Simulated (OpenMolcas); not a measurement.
**C2F4O (trifluoroacetyl fluoride): a line through the functionals**

The species is C2F4O (7 atoms), meant as a singlet with charge 0. SMILES: `O=C(F)C(F)(F)F`. The coordinates come from a PBE0-D4/def2-TZVP relaxation.

The HOMO–LUMO gap y, in eV, basis cc-pVDZ; a is the functional's share of exact exchange. Programs: OpenMolcas 26.06.

```
functional     program     a  y (eV)
      BLYP  OpenMolcas     0    5.36
       PBE  OpenMolcas     0    5.34
     B3LYP  OpenMolcas   0.2    7.72
      PBE0  OpenMolcas  0.25       ?
     BHLYP  OpenMolcas   0.5   11.35
```

Problem. Fit y = c + s·a to the known rows and predict PBE0.

Solution. 
1. Means of the 4 rows: a = 0.1750, y = 7.442.
2. Σ(Δa)² = 0.1675, Σ(Δa·Δy) = 2.0092, so the slope is 2.0092/0.1675 = 11.995.
3. Intercept: 7.442 − (11.995) × 0.1750 = 5.343. The largest residual of the fit is 0.022.
4. PBE0: 5.343 + (11.995) × 0.25 = 8.34 eV.

The run gave 8.30 eV, so the prediction is off by +0.04 eV, more than the scatter of the fit. Exact exchange lowers occupied levels and raises empty ones.

The gap follows the share of exact exchange almost linearly, while BLYP and PBE nearly coincide, so the choice of semilocal functional matters little here. Near-linearity is expected when the frontier orbitals keep their shape as the exchange operator is mixed in. These are probably an oxygen lone pair with some fluorine character and the carbonyl π* orbital, both compact, which helps explain the steep slope. With a semilocal potential, occupied and empty orbitals feel the same effective field. Under full exact exchange, an empty orbital instead feels all the electrons, as an added electron would, and the gap moves from an excitation-like towards an electron-addition and removal quantity. B3LYP and PBE0 both fall slightly below the line, which suggests weak curvature or differences in the accompanying semilocal terms. The line thus supports interpolation among related global hybrids, but does not identify the best exchange fraction. Nor does the widening imply an equal blue shift of the n→π* absorption, since electron–hole attraction separates the optical from the fundamental gap.
